Squeeze electrons into a smaller space and each must take a shorter wavelength, which costs kinetic energy. That energy goes as the inverse square of the wavelength, and the room per electron, measured as a length, goes as the density to the power −1/3. The kinetic energy per electron therefore grows as density^(2/3). Multiplied by the number of electrons per volume, it gives a kinetic energy density that grows as density^(5/3). Doubling the density makes it about three times as large.

This argument can be used at a bond critical point, the place between two bonded atoms where the density is lowest along the bond path and highest across it. The table holds such points for the radical H₂P–GeH₂, from a density-functional calculation. Atom 1 is P, atom 2 is Ge, and the others are H. The two P–H bonds are mirror images of each other, and so are the two Ge–H bonds, which leaves three distinct bonds.

Bond critical points (QTAIM) of the neutral doublet radical H₂P–GeH₂, computed with PySCF 2.14.0 at the TPSS/aug-cc-pVDZ level in the gas phase on a GFN2-xTB geometry. Atoms are numbered 1 P, 2 Ge and 3–6 H; the energy density is the sum of the kinetic and potential parts.

| row | density (a.u.) | first atom | second atom | laplacian (a.u.) | energy density (a.u.) |
| --- | --- | --- | --- | --- | --- |
| 1 | 0.157 | 1.000 | 3.000 | 0.185 | -0.126 |
| 2 | 0.157 | 1.000 | 4.000 | 0.184 | -0.126 |
| 3 | 0.124 | 2.000 | 5.000 | 0.043 | -0.072 |
| 4 | 0.124 | 2.000 | 6.000 | 0.043 | -0.072 |
| 5 | 0.093 | 1.000 | 2.000 | -0.031 | -0.046 |

The energy density is the kinetic plus the potential energy per volume at the point. It is negative in every row, and it is deeper where the density is higher. At first sight this seems to contradict the squeezing argument, since kinetic energy is positive. The answer lies in the virial balance: electrons held by nuclei pay for their kinetic energy with about twice as much potential energy, so that the sum is roughly minus the kinetic part. A denser bond region has more kinetic energy and, for that reason, a lower total.

At a single point the balance needs a correction for the curvature of the density. The Laplacian measures this curvature: it is positive where the density is lower than the average close around the point, and negative where it is higher. The local virial relation then reads

energy density = Laplacian/4 − kinetic energy density.

The analysis uses this relation to obtain the potential part, so the relation itself is not being tested here. What remains to be estimated is the kinetic energy density. Theory for a slowly varying electron gas gives 2.87 × density^(5/3) + Laplacian/6 at a point where the density has no slope. Together the two formulas give

energy density ≈ Laplacian/12 − 2.87 × density^(5/3).

This gas rule has no adjustable constant. For Ge–P its second term is 0.055 and its first is −0.003, which makes −0.057 atomic units against a computed −0.046. The estimate is 25% too deep, the worst case in the table. For P–H the rule is 8% too shallow and for Ge–H 18% too deep.

The misses show where a bond differs from a gas. At the Ge–P point the kinetic energy density is only 0.70 of the uniform-gas value. In a gas, the Pauli principle forces electrons into many different waves, most of them with a slope at any given point. Between Ge and P a single shared pair probably supplies most of the density, and an orbital that is nearly flat there contributes almost no kinetic energy. At the P–H point the ratio is 1.31, although that too is a single bond, so a shared pair alone does not guarantee a low value. The Laplacian term of the gas theory accounts for about three quarters of this excess over the uniform gas.

Given such departures, it may surprise that the energy density follows the density as well as it does. The reason is a partial cancellation, which the numbers for P–H show clearly. The high kinetic energy pulls the energy density down, but the positive Laplacian pushes it back up, and the result of −0.126 lies close to the plain gas value of −0.131. For Ge–P both departures are reversed: the kinetic energy is low and the Laplacian is negative. Ge–H lacks this compensation, but there the kinetic energy is within 7% of the gas value to begin with.

For work on paper a simpler form is enough:

energy density ≈ −5 × density², in atomic units.

The coefficient comes from a least-squares fit to one row of each distinct bond, rounded to 5. The square is a convenience and has no derivation here; it replaces the power 5/3 and absorbs the Laplacian term.

Take Ge–H first. The density is 0.124, its square is 0.0154, and five times that gives −0.077, against a computed −0.072. For Ge–P the density is 0.093, its square is 0.0086, and the estimate is −0.043 against −0.046. Both bonds took part in the fit, so these examples show how to use the rule and do not test it independently.

Over the whole table the square rule stays within 7% of the computed energy density. A harder trial takes the coefficient from one bond alone and applies it to the others; the largest overestimate is then 14%. A 5/3 power with an adjusted coefficient would reach 18% in the same trial, so three bonds hardly decide between the two exponents. The printed output after this text gives both rules row by row. Between them, the two exponents say that doubling the density makes the energy density three to four times as deep, but the densities in the table span less than a factor of two, so this is an extrapolation.

The rule needs a good density to start from. A density that is 10% too high makes the estimate 21% too deep, because the error enters twice. Bond length is no substitute when the elements change: Ge–P is 48% longer than Ge–H, yet its density is only 25% lower. Heavier atoms have wider valence shells, which still overlap at distances where hydrogen's density has largely faded.

Nor does the energy density follow from the sign of the Laplacian. A positive Laplacian can accompany a closed-shell contact, as between ions, but it does not prove one: P–H has the most positive Laplacian and the deepest energy density in the table. In all five rows the potential energy density outweighs the kinetic one. That is just what a negative energy density means, and it is usually read as a sign of shared electrons. The ratio of the two runs from 1.7 to 2.2. By the local virial relation it exceeds 2 exactly where the Laplacian is negative, which here happens only for Ge–P. The Laplacian is also the more delicate quantity: in polar bonds it depends noticeably on basis set and geometry, and here the basis is modest and the geometry comes from a tight-binding method.

The square rule has been tried only on these three bonds, with densities of roughly 0.09 to 0.16 and Laplacians that are small or moderate. A density in that range is not enough to make it safe. In a strongly polar bond such as Si–O the Laplacian is much more positive, and the term Laplacian/12 in the gas rule suggests that the square rule will then be far too deep. In weak contacts, such as ordinary hydrogen bonds, the density is far lower and the Laplacian positive, and the energy density can be close to zero or even above it. A formula that is negative at every density must fail there. The gas rule at least keeps the term that can change the sign.

Numerical output:

```
uniform-gas kinetic coefficient (a.u.): 2.871
steps of the estimate (a.u.):
  row  density squared  uniform-gas kinetic  Laplacian/12  kinetic from table  kinetic over uniform gas
    1          0.02465               0.1312       0.01542              0.1723                     1.313
    2          0.02465               0.1312       0.01533               0.172                     1.311
    3          0.01538              0.08853      0.003583             0.08275                    0.9347
    4          0.01538              0.08853      0.003583             0.08275                    0.9347
    5         0.008649              0.05481     -0.002583             0.03825                    0.6978
estimates of the energy density (a.u.; miss in percent, positive is too deep):
  row  gas rule  miss gas rule  minus 5 density squared  miss square rule
    1   -0.1158         -8.116                  -0.1232            -2.187
    2   -0.1159          -8.05                  -0.1232            -2.187
    3  -0.08495          17.99                 -0.07688             6.778
    4  -0.08495          17.99                 -0.07688             6.778
    5   -0.0574          24.77                 -0.04325            -5.989
coefficients and character:
  row  coefficient of density squared  coefficient of density to 5/3  potential over kinetic
    1                           5.112                          2.758                   1.731
    2                           5.112                          2.758                   1.733
    3                           4.683                          2.335                    1.87
    4                           4.683                          2.335                    1.87
    5                           5.319                           2.41                   2.203
fit of energy_density on 3 rows (one_each > 0.5): coefficient of rho2 -5.018 +/- 0.15; rms 0.00359, worst 3 -0.00516, leave-one-out rms 0.00585
  rows outside the fit (model, value, miss): 2 -0.1237, -0.126, 0.00231; 4 -0.07716, -0.072, -0.00516
worst overestimate if the square coefficient is taken from one bond (percent): 13.58
worst overestimate if the 5/3 coefficient is taken from one bond (percent): 18.1
Ge-P longer than Ge-H (percent): 47.86
Ge-P density below Ge-H density (percent): 25
change of the square rule for a density 10 percent too high (percent): 21
```
